**Q:** I relaxed Hf₂N with PBEsol on seven k meshes. The k mesh gives the number of sampling points along the edges a, b and c, and a and b are equal here. Volume change is measured from the common start cell.

Hf₂N (space group P4₂/mnm, 6 atoms per cell), computed with Ansatz 0.2.0 using scalar-relativistic PBEsol without spin polarisation, PAW potentials made for PBE and a 420 eV plane-wave cutoff. Cell and atoms were relaxed to zero pressure on Gamma-centred k meshes with 0.1 eV Gaussian smearing. Volume change is relative to the common start cell of 15.25 Å³ per atom.

```
k mesh  volume per atom (Å³)  volume change (%)  length a (Å)  length c (Å)
 1x1x1                15.230             -0.160         4.951         3.729
 1x1x2                15.725              3.090         5.479         3.143
 2x2x4                15.048             -1.350         5.280         3.239
 4x4x4                15.094             -1.050         5.291         3.235
 4x4x6                15.077             -1.160         5.297         3.225
 4x4x8                15.092             -1.060         5.297         3.227
8x8x12                15.084             -1.110         5.295         3.228
```

The crudest mesh, 1x1x1, changes the volume by only −0.16 %. Isn't that a good result?

**A:** Look at the edges before you trust the volume. Against 8x8x12, the 1x1x1 cell has a base area 12.6 % too small and a c edge 15.5 % too long. Multiply the two factors, 0.874 × 1.155 ≈ 1.01, and the volume comes out only 1 % too large. Two big errors have cancelled. The small volume change is misleading as well, because the dense meshes contract the start cell by about 1.1 %.

**Q:** How can a sampling setting distort a crystal?

**A:** With only one point along an edge, every orbital must repeat exactly from one cell to the next. With N points it must repeat only after N cells. The electrons then behave as if they lived in a small closed loop, and the energy contains a false contribution from electrons that run right round the loop and meet themselves again. That contribution depends on the lengths of the edges, so it acts as a false stress, and the relaxation obeys it.

A ring of atoms with one orbital and one electron each, treated in the Hückel model, shows the same thing. It is exactly an endless chain sampled at N points. Rings of 4 and 8 atoms are bound too weakly per atom compared with the chain, rings of 6 and 10 too strongly, and within each pair the larger ring has the smaller error. Hf₂N has many bands in three dimensions, so the rule for the sign does not carry over. The fading and the changes of sign do.

**Q:** Can I see this false stress in the calculation?

**A:** Yes, before any atom has moved. In the same start cell, 8x8x12 finds a pressure of −2.3 GPa, which means that the cell wants to shrink, while 1x1x1 finds +8.6 GPa. Relaxation then lowers the energy by 1.9 eV per cell on 1x1x1, but by less than 0.01 eV on 8x8x12. The coarse mesh is travelling down a slope that the dense mesh does not have.

**Q:** Then why does 1x1x2 fail in the opposite way?

**A:** The second point along c doubles the repeat length in that direction and so changes the false stress. Now c is 0.085 Å too short and a is 0.184 Å too long, and the volume ends 4 % too large because the errors now cancel only in part. The output gives one clue. The entropy term of the smearing, which measures levels caught between filled and empty, ends at 117 meV per cell on 1x1x1 but practically at zero on 1x1x2. A cell can gain energy by changing shape so that its filled levels sink and its empty ones rise. With only two points, few levels have a say, so such a gain is expected to count for too much. On 1x1x1 two levels at the border end with the same energy, as expected for a pair tied together by the crystal's symmetry. The relaxation kept that symmetry, so it could not pull the pair apart. To explain why one mesh stretches c and the other shortens it, I would need the levels themselves, which these data don't include.

**Q:** But 1x1x2 ends 0.36 eV per cell below 8x8x12. Doesn't the lower energy win?

**A:** Not between meshes. A k mesh only estimates an average over the electron states, and the estimate may lie above or below the true value. To compare two structures, use meshes so dense that their error is smaller than the energy difference.

**Q:** Can I predict the volume error from the start pressure?

**A:** For small errors, roughly. Treat the crystal as a spring: the relative volume change is the start pressure divided by a stiffness. The 8x8x12 row sets the stiffness, 2.274 GPa / 0.0111 ≈ 205 GPa. For 2x2x4, which was not used to set it, the start pressure of −2.50 GPa gives −2.50 / 205 ≈ −1.2 %, against −1.35 % computed.

From 2x2x4 on, this estimate puts the meshes in the right order but gives only half of their spread in volume change. The false stress may change as the cell relaxes, and the model also ignores changes of shape and shifts of the atoms. I have not separated these causes. On the two coarsest meshes the estimate fails: for 1x1x1 it predicts an expansion of about 4 %, which did not happen. There the cell moves too far for a spring with one fixed stiffness. The printed output below gives the comparison for each mesh.

**Q:** From 4x4x4 on, the volume goes down, up and down again. Why doesn't it settle smoothly?

**A:** Hf₂N is a metal, so some levels lie right at the border between filled and empty. Each mesh catches a different number of them. The entropy term, which measures these partly filled levels, runs 30, 10, 17 and 13 meV per cell over the last four meshes. Theory expects such an error to fade on dense meshes, often with changes of sign, as in the rings. The fading need not show at every step: from 4x4x6 to 4x4x8 only c gets more points, and the volume comes no closer to the 8x8x12 value.

**Q:** So which mesh is enough?

**A:** That depends on the tolerance. At 2x2x4 the volume is 0.24 % below the densest mesh. From 4x4x4 on, the volumes lie within about 0.1 % of each other and the edges within 0.007 Å of the 8x8x12 values. Check each edge as well as the volume, and give the shorter edge more points, since the repeat length is the number of points times the edge. This settles the mesh only, and only for this smearing width, since a narrower one is expected to need more points. The wave cutoff and the potentials, which were made for PBE and not for PBEsol, are the same in all rows and remain untested.

The analysis program printed:

```
Cell against the 8x8x12 cell:
     row  base area off (%)  c off (%)  volume off (%)     c/a  volume change from start pressure (%)  miss (points)
   1x1x1             -12.57      15.52          0.9679  0.7532                                  4.191          4.351
   1x1x2              7.071     -2.633            4.25  0.5736                                 0.2151         -2.875
   2x2x4            -0.5658     0.3408         -0.2387  0.6134                                 -1.221         0.1288
   4x4x4             -0.151     0.2169          0.0663  0.6114                                 -1.074       -0.02427
   4x4x6            0.07556   -0.09294        -0.04641  0.6088                                 -1.127        0.03295
   4x4x8            0.07556   -0.03098         0.05304  0.6092                                 -1.087       -0.02715
  8x8x12                  0          0               0  0.6096                                  -1.11              0
Repeat length and energies:
     row  shortest repeat (angstrom)  start pressure (GPa)  start energy off (eV/cell)  energy gained (eV/cell)  final energy off (eV/cell)  entropy term (meV/cell)
   1x1x1                       3.729                 8.586                       4.337                    1.854                        2.49                    117.5
   1x1x2                       5.479                0.4407                      0.2918                   0.6616                     -0.3624                   0.0044
   2x2x4                       10.56                -2.502                     -0.1021                   0.0147                     -0.1094                    44.68
   4x4x4                       12.94                -2.201                      0.0659                   0.0087                      0.0646                    29.51
   4x4x6                       19.35                -2.309                     -0.0189                    0.009                     -0.0205                    9.976
   4x4x8                       21.19                -2.227                      0.0274                   0.0073                      0.0275                    17.08
  8x8x12                       38.74                -2.274                           0                   0.0074                           0                    12.72
stiffness from the 8x8x12 row (GPa): 204.9
rms miss of the pressure model on 2x2x4 to 4x4x8 (points): 0.06894
rms miss if all meshes contracted equally on the same rows (points): 0.1286
spread of volume change from 2x2x4 on as computed (points): 0.3
the same spread from the pressure model (points): 0.1469
spread of volume from 4x4x4 on (%): 0.1127
volume shift from the largest leftover pressure of 0.0228 GPa (%): 0.01113
a of 1x1x1 less a of 8x8x12 (angstrom): -0.344
c of 1x1x1 less c of 8x8x12 (angstrom): 0.501
a of 1x1x2 less a of 8x8x12 (angstrom): 0.184
c of 1x1x2 less c of 8x8x12 (angstrom): -0.085
largest error of a from 4x4x4 on (angstrom): 0.004
largest error of c from 4x4x4 on (angstrom): 0.007
```
